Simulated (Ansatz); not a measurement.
# Se: the change of energy above lowest point with volume scale

Results calculated with Ansatz 0.2.0, not measured. Free energy against uniform scaling of the volume at fixed shape and fractions; periodic cell, basis, potentials, k mesh and filling as listed.

The cell before it is scaled or strained (space group Fd-3m, No. 227):
```
cell vectors (Å)
   0.0000     3.1256     3.1256
   3.1256     0.0000     3.1256
   3.1256     3.1256     0.0000
atoms (fractions of the cell vectors)
Se  0.50000  0.50000  0.50000
Se  0.75000  0.75000  0.75000
```

Settings of every row: functional LDA; dispersion none; potentials PAW; wave cutoff 500 eV; density cutoff 2000 eV; k mesh 6x6x6; k shift 0x0x0; occupations fermi dirac; smearing width 0.1 eV; spin none; SCF threshold exponent -9.

Limits: coarse k mesh, up to 40 meV an atom off; the cell comes from a prototype or a list of computed structures and needn't be the stable phase.

```
row  volume scale  V (Å³/atom)  energy above lowest point (meV/atom)
  1          0.92       28.092                                     7
  2        0.9467       28.908                                     0
  3        0.9733        29.72                                   0.1
  4             1       30.535                                     ?
  5        1.0267        31.35                                  17.9
  6        1.0533       32.163                                  34.2
  7          1.08       32.978                                  54.6
```

Question: what energy above lowest point should row 4 give?

Worked fit of energy above lowest point. Take u = (V_r/V)^(2/3) − 1 with V_r = 30.535 Å³ an atom, which is twice the finite (Eulerian) strain; such expansions in the strain, on which the Birch-Murnaghan equation of state is built, carry the rest volume and the bulk modulus. The shown rows have u = 0.05717, 0.03718, 0.0182, -0.01741, -0.03404, -0.05002. Least squares give energy above lowest point = 6.31 − 509 × u + 9118 × u² meV/atom; a straight line predicts inner rows, each left out in turn, worse (root mean square 9.7 against 0.041 meV/atom). All shown rows lie on it to the printed digit. Its lowest point lies at u = 0.0279, or V = 29.3 Å³ an atom, and the curvature there gives the bulk modulus at fixed shape and fractions, B = (4/9)(1 + u)² E″(u)/V = 46.8 GPa. The withheld row has u = 0, so the fit gives 6.31 − 509 × (0) + 9118 × (0)² = 6.3 meV/atom.

The calculation gave 6.3 meV/atom. The fit meets it to the printed digit.
